**Predicting the approach to linearity in H–S–N and Cl2Tc**

The table holds rigid bending scans from 80° to 180° (energy above the relaxed structure and dipole moment) for singlet H–S–N and sextet Cl2Tc, computed with PySCF at PBE0/def2-TZVP. Using the rows from 80° to 160° alone, the program tests a ligand point-charge repulsion curve, addition of bond dipoles, even polynomials in the deviation from linearity and a two-level bending model, and predicts the 170° and 180° rows as the midpoint of two bracketing forms. The repulsion curve follows the Cl2Tc energies within about 5 %, though its charge (0.99 e) disagrees with that from the dipole (0.32 e), and all Cl2Tc predictions are met. The H–S–N energies fall near the upper, cusp-like bracket, with steps still growing up to 180°. The H–S–N dipole at 180° (3.01 D against 1.92 ± 0.12 D predicted) misses by nine bars, a sign that the electron distribution changes rapidly on the approach to linearity.

PySCF 2.14.0, PBE0/def2-TZVP with density fitting and a 28-electron core potential on Tc: rigid bending scans of singlet HNS (restricted; S central, S–H 1.42 Å, S–N 1.49 Å) and sextet Cl2Tc (unrestricted; Tc central, Tc–Cl 2.28 Å). Angle 2-1-3 is at the central atom, and E is relative to each molecule's relaxed structure.

## The fit in Python

```python
# Table: rigid bending scans (PySCF, PBE0/def2-TZVP): energy above the relaxed structure and dipole
# of H-S-N (singlet) and Cl2Tc (sextet). Tested: evenness in delta = 180 - angle, ligand point-charge
# repulsion, bond-dipole addition and a two-level bending model, used to predict the withheld angles.
T = {
    'x': [80, 90, 100, 110, 120, 130, 140, 150, 160, 170, 180],  # °
    'e0': [109.8, 47.0, 10.9, 0.0, 11.0, 41.4, 89.1, 152.8, 231.2, 323.0, 421.2],  # kJ/mol
    'e1': [162.0, 117.1, 87.8, 65.5, 47.3, 32.1, 19.8, 10.7, 4.5, 1.1, 0.0],  # kJ/mol
    'd0': [2.77, 2.77, 2.74, 2.69, 2.63, 2.55, 2.44, 2.29, 2.14, 2.05, 3.01],  # D
    'd1': [5.71, 5.18, 4.63, 4.07, 3.5, 2.94, 2.38, 1.81, 1.23, 0.62, 0.0],  # D
}
HELD = [9, 10]  # rows withheld from the fit
import numpy as np
from scipy import constants as C
K = [i for i in range(len(T['x'])) if i not in HELD]
x, e0, e1, d0, d1 = (np.array([T[k][i] for i in K], float) for k in ('x', 'e0', 'e1', 'd0', 'd1'))
xh = np.array([T['x'][i] for i in HELD], float)
dl, dh, r = 180 - x, 180 - xh, 2.28  # r: Tc-Cl bond in angstrom, from the caption
f = lambda a, n=1: ' '.join('%.*f' % (n, v) for v in a)
even = lambda y: np.polyval(np.polyfit(dl[-3:]**2, y[-3:], 2), dh**2)  # c + a d^2 + b d^4, last 3 rows
print('rounding of table: 0.05 kJ/mol, 0.005 D; fitted angles (deg):', f(x, 0))
g = lambda a: 1/np.sin(np.radians(a/2)) - 1
ke = C.e**2/(4*np.pi*C.epsilon_0*1e-10)*C.N_A/1e3/(2*r)
A = np.exp(np.mean(np.log(e1/g(x)))); A4 = np.exp(np.mean(np.log(e1[-4:]/g(x[-4:]))))
print('Cl2Tc E = A(1/sin(angle/2)-1): A = %.0f kJ/mol, charge %.2f e; 130-160 only: A = %.0f' % (A, (A/ke)**.5, A4))
print('  model minus table (kJ/mol):', f(A*g(x) - e1))
print('  relative error (%):', f(100*(A*g(x)/e1 - 1)))
n = np.polyfit(np.log(dl[-3:]), np.log(e1[-3:]), 1)[0]
print('  E/delta^2 (1e-3 kJ/mol/deg^2):', f(1e3*e1/dl**2), '; exponent 140-160: %.2f' % n)
print('  Cl...Cl distance (A):', f(2*r*np.sin(np.radians(x/2)), 2))
rat = d1/np.cos(np.radians(x/2)); D = 1e-21/C.c
qd = rat[-1]*D/(2*r*1e-10*C.e)
print('Cl2Tc dipole/cos(angle/2) (D):', f(rat, 2))
print('  charge from dipole at 160: %.2f e, giving %.2f of %.1f kJ/mol' % (qd, ke*qd**2*g(x[-1]), e1[-1]))
s1, s2 = np.diff(e0), np.diff(e0, 2)
print('HSN energy steps per 10 deg:', f(s1)); print('  second differences:', f(s2))
k0, k1 = s2[np.argmin(e0) - 1]/100, 2*e1[-1]/dl[-1]**2
print('curvature near minimum (kJ/mol/deg^2): HSN %.3f, Cl2Tc %.4f, ratio %.1f' % (k0, k1, k0/k1))
B = lambda d, w: np.c_[np.ones_like(d), (d/100)**2, (d/100)**4, -np.sqrt(w*w + d*d)/100]
res = []
for w in np.arange(0, 60.1, 0.5):
    p = np.linalg.lstsq(B(dl, w), e0, rcond=None)[0]
    res.append((np.sqrt(np.mean((B(dl, w)@p - e0)**2)), w, B(dh, w)@p, B(dl, w)@p - e0))
best = min(res, key=lambda t: t[0]); ok = [t for t in res if t[0] <= 1.5*best[0]]
print('HSN two-level fit: width w = %.1f deg, rms %.2f kJ/mol, residuals %s' % (best[1], best[0], f(best[3])))
pr = np.array([t[2] for t in ok])
print('  w within 1.5 x best rms: %.1f to %.1f deg; predictions low %s, high %s' % (ok[0][1], ok[-1][1], f(pr.min(0), 0), f(pr.max(0), 0)))
pc = np.polyfit(np.cos(np.radians(x)), d0**2, 1)
print('HSN fixed bond dipoles, mu^2 = a + b cos: residuals (D)', f(np.sqrt(np.polyval(pc, np.cos(np.radians(x)))) - d0, 2))
print('HSN dipole steps (D):', f(np.diff(d0), 2))
ch = np.cos(np.radians(xh/2))
S = [('E HSN', 'e0', 'kJ/mol', 1, 'even quartic', even(e0), 'cubic continuation', np.polyval(np.polyfit(dl[-4:], e0[-4:], 3), dh), 1.0),
     ('E Cl2Tc', 'e1', 'kJ/mol', 2, 'even quartic', even(e1), 'repulsion curve', A4*g(xh), 0.15),
     ('dipole HSN', 'd0', 'D', 2, 'even quartic', even(d0), 'straight line', np.polyval(np.polyfit(x[-2:], d0[-2:], 1), xh), 0.04),
     ('dipole Cl2Tc', 'd1', 'D', 3, 'constant ratio', rat[-1]*ch, 'drifting ratio', np.polyval(np.polyfit(x[-2:], rat[-2:], 1), xh)*ch, 0.015)]
print('prediction = midpoint of two forms; bar = half their spread + allowance for rounding')
for nm, key, u, m, n1, a, n2, b, ex in S:
    print('%s (%s) at %s deg: %s %s; %s %s' % (nm, u, f(xh, 0), n1, f(a, m), n2, f(b, m)))
    for j, i in enumerate(HELD):
        c, bar = (a[j] + b[j])/2, abs(a[j] - b[j])/2 + ex
        if key == 'e1' and dh[j] == 0: c, bar = 0.0, 0.3  # the linear structure is the energy zero
        v = T[key][i]
        out = 'no value' if v is None else 'computed %.*f, miss %+.*f (%.1f bars)' % (m, v, m, v - c, abs(v - c)/bar)
        print('  %.0f deg: predicted %.*f +- %.*f, %s' % (xh[j], m, c, m, bar, out))
h = [T['e0'][i] for i in HELD]
if None not in h:
    print('HSN computed steps beyond 160 deg (kJ/mol):', f(np.diff([e0[-1]] + h)))
    print('HSN two-level best fit', f(best[2]), 'computed minus fit', f(np.array(h) - best[2]))
assert x[np.argmin(e0)] == 110 and np.all(s2 > 0)
assert np.all(np.diff(e1) < 0) and 1.9 < n < 2.3
assert 6.8 < rat.min() and rat.max() < 7.6
```

Running it gives:

```
rounding of table: 0.05 kJ/mol, 0.005 D; fitted angles (deg): 80 90 100 110 120 130 140 150 160
Cl2Tc E = A(1/sin(angle/2)-1): A = 297 kJ/mol, charge 0.99 e; 130-160 only: A = 303
  model minus table (kJ/mol): 3.3 6.1 3.0 0.2 -1.3 -1.4 -0.7 -0.2 0.1
  relative error (%): 2.0 5.2 3.5 0.3 -2.7 -4.2 -3.6 -1.9 2.0
  E/delta^2 (1e-3 kJ/mol/deg^2): 16.2 14.5 13.7 13.4 13.1 12.8 12.4 11.9 11.2 ; exponent 140-160: 2.14
  Cl...Cl distance (A): 2.93 3.22 3.49 3.74 3.95 4.13 4.28 4.40 4.49
Cl2Tc dipole/cos(angle/2) (D): 7.45 7.33 7.20 7.10 7.00 6.96 6.96 6.99 7.08
  charge from dipole at 160: 0.32 e, giving 0.49 of 4.5 kJ/mol
HSN energy steps per 10 deg: -62.8 -36.1 -10.9 11.0 30.4 47.7 63.7 78.4
  second differences: 26.7 25.2 21.9 19.4 17.3 16.0 14.7
curvature near minimum (kJ/mol/deg^2): HSN 0.219, Cl2Tc 0.0225, ratio 9.7
HSN two-level fit: width w = 0.0 deg, rms 0.14 kJ/mol, residuals 0.1 -0.3 0.2 0.1 -0.1 -0.1 0.0 0.0 -0.0
  w within 1.5 x best rms: 0.0 to 5.0 deg; predictions low 319 383, high 323 428
HSN fixed bond dipoles, mu^2 = a + b cos: residuals (D) 0.10 0.02 -0.04 -0.07 -0.09 -0.08 -0.04 0.05 0.16
HSN dipole steps (D): 0.00 -0.03 -0.05 -0.06 -0.08 -0.11 -0.15 -0.15
prediction = midpoint of two forms; bar = half their spread + allowance for rounding
E HSN (kJ/mol) at 170 180 deg: even quartic 291.4 313.7; cubic continuation 323.0 426.9
  170 deg: predicted 307.2 +- 16.8, computed 323.0, miss +15.8 (0.9 bars)
  180 deg: predicted 370.3 +- 57.6, computed 421.2, miss +50.9 (0.9 bars)
E Cl2Tc (kJ/mol) at 170 180 deg: even quartic 0.90 -0.28; repulsion curve 1.16 0.00
  170 deg: predicted 1.03 +- 0.28, computed 1.10, miss +0.07 (0.3 bars)
  180 deg: predicted 0.00 +- 0.30, computed 0.00, miss +0.00 (0.0 bars)
dipole HSN (D) at 170 180 deg: even quartic 2.03 1.99; straight line 1.99 1.84
  170 deg: predicted 2.01 +- 0.06, computed 2.05, miss +0.04 (0.6 bars)
  180 deg: predicted 1.92 +- 0.12, computed 3.01, miss +1.09 (9.3 bars)
dipole Cl2Tc (D) at 170 180 deg: constant ratio 0.617 0.000; drifting ratio 0.625 0.000
  170 deg: predicted 0.621 +- 0.019, computed 0.620, miss -0.001 (0.1 bars)
  180 deg: predicted 0.000 +- 0.015, computed 0.000, miss -0.000 (0.0 bars)
HSN computed steps beyond 160 deg (kJ/mol): 91.8 98.2
HSN two-level best fit 323.2 428.4 computed minus fit -0.2 -7.2
```
